# How the stiffness gap of a gas responds to change: the Hessian of a partial Legendre transform

A mole of nitrogen resists compression more when it is insulated than when it sits in a heat bath. How does that difference respond when the pressure, the temperature, the molecule, the intermolecular forces or the wall is changed? At each **Predict**, commit to a sign and a rough size before reading on.

## The general result

Let $U(X_1,X_2)$ depend on two groups of extensive variables, with conjugate forces $P_i=\partial U/\partial X_i$ and Hessian blocks $A$, $B$, $C$:

$$dP_1=A\,dX_1+B\,dX_2,\qquad dP_2=B^T dX_1+C\,dX_2 .$$

$A$ and $C$ are symmetric, and $A$ is assumed invertible. The transform over $X_1$ is $\Phi(P_1,X_2)=U-P_1\cdot X_1$, so $d\Phi=-X_1\cdot dP_1+P_2\cdot dX_2$. Its Hessian gives $d(-X_1)$ and $dP_2$ in terms of $dP_1$ and $dX_2$.

**Predict.** Which block of the new Hessian must change sign, and which one is corrected by the coupling $B$?

**Answer.** Solving the first relation gives $dX_1=A^{-1}dP_1-A^{-1}B\,dX_2$. Inserting this in the second gives

$$\begin{pmatrix}d(-X_1)\\ dP_2\end{pmatrix}=\begin{pmatrix}-A^{-1}&A^{-1}B\\ B^TA^{-1}&C-B^TA^{-1}B\end{pmatrix}\begin{pmatrix}dP_1\\ dX_2\end{pmatrix}.$$

The transformed block is inverted and negated. The stiffness $\partial P_2/\partial X_2$ is $C$ at fixed $X_1$ and $C-B^TA^{-1}B$ at fixed $P_1$. In a stable state $A$ is positive definite, so the gap $B^TA^{-1}B$ is positive semidefinite: the stiffness at fixed force is never the larger one, and the two are equal only for displacements with $B\,dX_2=0$. For a single pair of variables the gap is $B^2/A$, whatever the sign of $B$.

## The Hessian of the ideal gas

All quantities are molar: $u(s,v)$, with $du=T\,ds-p\,dv$. The force conjugate to $v$ is $-p$. For an ideal gas $pv=RT$ and $ds=(c_v/T)\,dT+(p/T)\,dv$, where $c_v$ may depend on $T$. Write $y=c_v/R$, $c_p=c_v+R$ and $\gamma=c_p/c_v=1+1/y$. Setting $dv=0$ and then $ds=0$ gives

$$u_{ss}=\frac{T}{c_v},\qquad u_{sv}=\left(\frac{\partial T}{\partial v}\right)_s=-\frac{p}{c_v},\qquad u_{vv}=\frac{p}{v}-\frac{R}{v}\left(\frac{\partial T}{\partial v}\right)_s=\frac{\gamma p}{v}.$$

**Predict.** Apply the block formula three times: over $s$ (giving $f=u-Ts$), over $v$ (giving $h=u+pv$), and over both (giving $g$). Where does using $p$ in place of $-p$ matter?

**Answer.** It reverses the sign of mixed derivatives that contain $p$ once, and nothing else.

- $f(T,v)$, with $A=u_{ss}$: $f_{TT}=-c_v/T$, $f_{Tv}=u_{sv}/u_{ss}=-p/T$, $f_{vv}=\gamma p/v-p^2/(c_vT)=p/v$.
- $h(s,p)$, with $A=u_{vv}$: $h_{pp}=-v/(\gamma p)$, $h_{sp}=-u_{sv}/u_{vv}=v/c_p$, $h_{ss}=T/c_v-pv/(\gamma c_v^2)=T/c_p$.
- $g(T,p)$, with $A$ the whole Hessian, of determinant $pT/(c_vv)$: $g_{TT}=-c_p/T$, $g_{Tp}=v/T$, $g_{pp}=-v/p$.

Two gaps appear. With the bulk moduli $K_S=v\,u_{vv}$ and $K_T=v\,f_{vv}$, the mechanical and thermal gaps are

$$\Delta K=K_S-K_T=\frac{v\,u_{sv}^2}{u_{ss}}=\frac{p}{y},\qquad \Delta_\theta=\frac{T}{c_v}-\frac{T}{c_p}=\frac{u_{sv}^2}{u_{vv}}=\frac{T}{R\,y(y+1)} .$$

Divided by their parent stiffnesses $K_S$ and $T/c_v$, both give the same coupling, for any fluid:

$$r^2=\frac{u_{sv}^2}{u_{ss}u_{vv}}=1-\frac{K_T}{K_S}=1-\frac{c_v}{c_p},\qquad r^2=\frac{1}{y+1}\ \text{(ideal gas)} .$$

For a small change of $y$ in the ideal gas, $\delta r^2/r^2\approx-\delta y/(y+1)$.

**Reference state.** Take N$_2$ at 300 K and 1 bar as a rigid classical rotor, $y=5/2$. Then $v=24.94$ L/mol, $c_v=20.79$ and $c_p=29.10$ J/(mol K). The entries are $u_{ss}=14.43$ K$^2$ mol/J, $u_{sv}=-4.811$ K mol/L and $K_S=1.400$ bar. The gaps are $\Delta K=0.400$ bar, leaving $K_T=1.000$ bar, and $\Delta_\theta=4.12$ K$^2$ mol/J, leaving $h_{ss}=10.31$ K$^2$ mol/J. The coupling is $r^2=2/7=0.286$, and the mixed block is $h_{sp}=(\partial T/\partial p)_s=r^2T/p=85.7$ K/bar.

## Change 1: compress to 10 bar at 300 K

**Predict.** How does each of $u_{ss}$, $u_{sv}$, $u_{vv}$ scale? What follows for $\Delta K$, $\Delta_\theta$ and $r^2$?

**Reasoning.** $u_{ss}$ contains no pressure. $u_{sv}$ is proportional to $p$, and $u_{vv}=\gamma p^2/RT$ to $p^2$. So $u_{sv}^2/u_{ss}$ grows a hundredfold, and the factor $v$ removes one power of ten. In $u_{sv}^2/u_{vv}$ the two factors of a hundred cancel.

**Calculation.** $\Delta K=4.00$ bar, $K_T=10.0$ bar, $K_S=14.0$ bar. $\Delta_\theta$ and $r^2$ keep their values, and $h_{sp}$ falls to 8.57 K/bar. A predicted zero is overtaken by any neglected term: intermolecular forces raise $r^2$ by about 3 % at this density, as Change 4 shows.

## Change 2: heat to 1000 K at 1 bar

The bond vibration is now added as a harmonic oscillator with an approximate vibrational temperature $\theta_v=3350$ K. Its molar energy $R\theta_v/(e^{x}-1)$, with $x=\theta_v/T$, contributes

$$y_{\rm vib}=\frac{x^2e^{x}}{(e^{x}-1)^2}.$$

**Predict.** Does $\Delta K$ rise or fall? Between which limits must it lie? Does $\Delta_\theta$ move the same way?

**Reasoning.** At fixed $p$, $\Delta K=p/y$ knows the temperature only through $y$. A vibration absorbs part of the work of compression, so the adiabatic heating per unit volume change, $p/c_v$, is smaller and the gap must fall. Since $0<y_{\rm vib}<1$, $\Delta K$ lies between 0.400 and 0.286 bar and $r^2$ between 0.286 and $2/9=0.222$. With $x$ near 3 the mode is partly excited, so a value near the middle is expected. $\Delta_\theta$ carries an explicit factor $T$: it should rise, by less than the factor $10/3$ that would give 13.7 K$^2$ mol/J.

**Calculation.** $x=3.35$ gives $y_{\rm vib}=0.423$ and $y=2.923$. Then $\Delta K=0.342$ bar, a change of $-14.5$ %, and $r^2=0.255$, a change of $-10.8$ %. The linear estimate $-\delta y/(y+1)$ gives $-12$ % and overshoots because $1/(y+1)$ is convex. $\Delta_\theta=10.5$ K$^2$ mol/J. The two gaps move in opposite directions, while their common fractional size falls.

**Neglected terms.** At 300 K, $x=11.2$ and $y_{\rm vib}=0.0018$, which justifies the rigid reference state to three figures in $r^2$. A term of the same size is centrifugal stretching. With rotational levels, in kelvin, $\theta_rz-\theta_dz^2$ and $z=J(J+1)$, the classical sum to first order in $\theta_d$ is $(T/\theta_r)(1+2\theta_dT/\theta_r^2)$, which adds $4\theta_dT/\theta_r^2$ to $y$. For a harmonic bond $\theta_d=4\theta_r^3/\theta_v^2$, so the addition is $16\,\theta_rT/\theta_v^2$. With the approximate value $\theta_r=2.9$ K this is 0.0012 at 300 K and 0.004 at 1000 K. Anharmonicity and vibration–rotation coupling typically bring the total to about 0.01 at 1000 K, which lowers $r^2$ by 0.001. The third figure at 1000 K belongs to the model.

## Change 3: change the particle

**Predict.** Replace N$_2$ by O$_2$ at the same $T$ and $p$. The molecule is heavier, has a spin-triplet ground state, and has a softer vibration, approximately $\theta_v=2240$ K. Which of the three matters, and at which temperature most?

**Reasoning.** Mass, moment of inertia and ground-state degeneracy add constants to the classical entropy. For constant $y$, $u=u_0(v_0/v)^{1/y}\exp[(s-s_0)/yR]$, and these properties only shift $s_0$. The Hessian entries at given $T$ and $p$ contain $c_v$ and nothing else about the particle, so only the vibration counts. $y_{\rm vib}$ rises as $x$ falls, so all gaps shrink. At 300 K the mode is still nearly frozen and the effect should be of order one per cent; at 1000 K it should be several per cent.

**Calculation.** At 300 K, $x=7.47$, $y_{\rm vib}=0.032$, $r^2=0.283$ and $\Delta K=0.395$ bar; $r^2$ changes by $-0.9$ % from the reference state. The centrifugal term, with approximately $\theta_r=2.1$ K, is 0.0020 and does not rival the effect. At 1000 K, $x=2.24$, $y_{\rm vib}=0.669$, $r^2=0.240$ and $\Delta K=0.316$ bar; $r^2$ changes by about $-6$ % from N$_2$ at the same temperature. The centrifugal term is then 0.007, and all omitted molecular terms together are typically about 0.03, which lowers $r^2$ by 0.002.

**Predict.** Now remove one atom: an ideal gas of ground-state N atoms, with recombination imagined frozen, at 300 K and 1 bar, per mole of atoms.

**Reasoning and calculation.** Rotation is gone, so all the work of compression goes into translation, which alone sets the pressure. The gaps must grow. With $y=3/2$, $\Delta K=0.667$ bar, $\Delta_\theta=9.62$ K$^2$ mol/J and $r^2=0.400$, up by 40 %. Internal modes can only add to $c_v$, so $2/5$ is the largest coupling of a classical ideal gas in three dimensions.

## Change 4: switch on intermolecular forces

Take the van der Waals fluid, $p=RT/(v-b)-a/v^2$ and $u=c_vT-a/v$, with $y=5/2$ and the approximate constants $a=1.37$ bar L$^2$/mol$^2$ and $b=0.0387$ L/mol. Compare with the ideal gas of Change 1 at the same $T=300$ K and the same volume $v=RT/(10\text{ bar})=2.494$ L/mol.

**Predict.** Which Hessian entries feel $a$, and which feel $b$? What does each do to $\Delta K$ and to $r^2$?

**Reasoning.** The term $-a/v$ in $u$ depends on $v$ alone, so it enters only $u_{vv}$. It lowers $K_S$ and $K_T$ by the same amount, $2a/v^2$, leaves $\Delta K$ untouched, and raises $r^2=\Delta K/K_S$. The excluded volume replaces $v$ by $v-b$ in the entropy. That multiplies $u_{sv}^2$ and the kinetic part of $u_{vv}$ by the same factor $(1-b/v)^{-2}$, so it raises $\Delta K$ and by itself leaves $r^2$ alone. With $\beta=b/v=0.0155$ and $\eta=a/(vRT)=0.0220$, first order gives relative changes of $2\beta=+3.1$ % in $\Delta K$, $2\beta-2\eta=-1.3$ % in $K_T$, and $2\eta/\gamma_0=+3.1$ % in $r^2$, where $\gamma_0=7/5$.

**Calculation.** Here $u_{ss}=T/c_v$ and $u_{sv}=-RT/[c_v(v-b)]$, so

$$\Delta K=\frac{RT}{v}\frac{1}{y(1-\beta)^2},\qquad K_T=\frac{RT}{v}\left[\frac{1}{(1-\beta)^2}-2\eta\right].$$

The model's values are $p=9.94$ bar, $\Delta K=4.13$ bar, $K_T=9.88$ bar, $K_S=14.00$ bar, $r^2=0.295$ and $\gamma=K_S/K_T=1.418$. That $K_S$ is hardly changed is an accident of this temperature: repulsion and attraction nearly cancel in it.

**Predict.** What becomes of $r^2$ at the critical point?

**Answer.** At $v=3b$ and $RT=8a/27b$, where $p_c=a/27b^2$, the bracket in $K_T$ vanishes. The gap equals the whole of $u_{vv}$ and $r^2=1$. The Hessian of $u$ loses positive definiteness through its determinant $u_{ss}f_{vv}$ while both diagonal entries are still positive, so $f_{vv}$ reaches zero before $u_{vv}$. The model's adiabatic modulus there is $K_S=2.4\,p_c$. This overestimates real fluids qualitatively: their $c_v$ is known to diverge weakly at the critical point, and since $\Delta K=vT(\partial p/\partial T)_v^2/c_v$ for any fluid, $K_S$ tends to zero as well.

## Model values collected

| Case | $y$ | $r^2$ | $\Delta K$ (bar) | $\Delta_\theta$ (K$^2$ mol/J) |
|---|---|---|---|---|
| N$_2$, 300 K, 1 bar, rigid | 2.500 | 0.286 | 0.400 | 4.12 |
| N$_2$, 300 K, 10 bar, rigid, ideal | 2.500 | 0.286 | 4.00 | 4.12 |
| N$_2$, 1000 K, 1 bar | 2.923 | 0.255 | 0.342 | 10.5 |
| O$_2$, 300 K, 1 bar | 2.532 | 0.283 | 0.395 | 4.03 |
| O$_2$, 1000 K, 1 bar | 3.169 | 0.240 | 0.316 | 9.1 |
| N atoms, 300 K, 1 bar | 1.500 | 0.400 | 0.667 | 9.62 |
| N$_2$, 300 K, 2.494 L/mol, van der Waals | 2.500 | 0.295 | 4.13 | 4.25 |

In every row $\Delta_\theta=r^2T/c_v$.

## Change 5: make the wall permeable

Return to the ideal gas in a heat bath, and connect it to a reservoir of N$_2$ at fixed chemical potential $\mu$. The amount $n$ is now a variable, and the starting potential is the total $F(T,V,n)$, with $F_V=-nRT/V$. The block formula needs only a locally invertible $A$, so at fixed $T$ it applies to $F$ as it did to $U$, with $X_1=n$ and $X_2=V$.

**Predict.** The isothermal modulus is $K_T=VF_{VV}=p$. How much of it survives at fixed $\mu$?

**Reasoning.** Pushing the piston drives gas into the reservoir. At fixed $T$ and $\mu$ the relation $d\mu=-s\,dT+v\,dp$ allows no change of pressure, so the stiffness should vanish altogether.

**Calculation.** Since $\mu=\mu_0(T)+RT\ln(n/V)$, with $\mu_0$ absorbing the unit of concentration, $F_{nn}=RT/n$, $F_{nV}=-RT/V$ and $F_{VV}=nRT/V^2$. The grand potential $\Omega=F-\mu n$ has

$$\Omega_{VV}=F_{VV}-\frac{F_{nV}^2}{F_{nn}}=\frac{nRT}{V^2}-\frac{nRT}{V^2}=0,$$

as required by $\Omega=-p(T,\mu)V$, which is linear in $V$. Transforming over $V$ in place of $n$ gives $G_{nn}=F_{nn}-F_{nV}^2/F_{VV}=0$ in the same way. The bulk modulus thus descends in the sequence $\gamma p$ at fixed $(S,n)$, $p$ at fixed $(T,n)$ and zero at fixed $(T,\mu)$. The last step does not rest on ideality: $F$ is homogeneous of degree one in $(V,n)$, its Hessian in these variables has the null vector $(V,n)$, and so for any single-component fluid the final gap removes the whole of the remaining stiffness.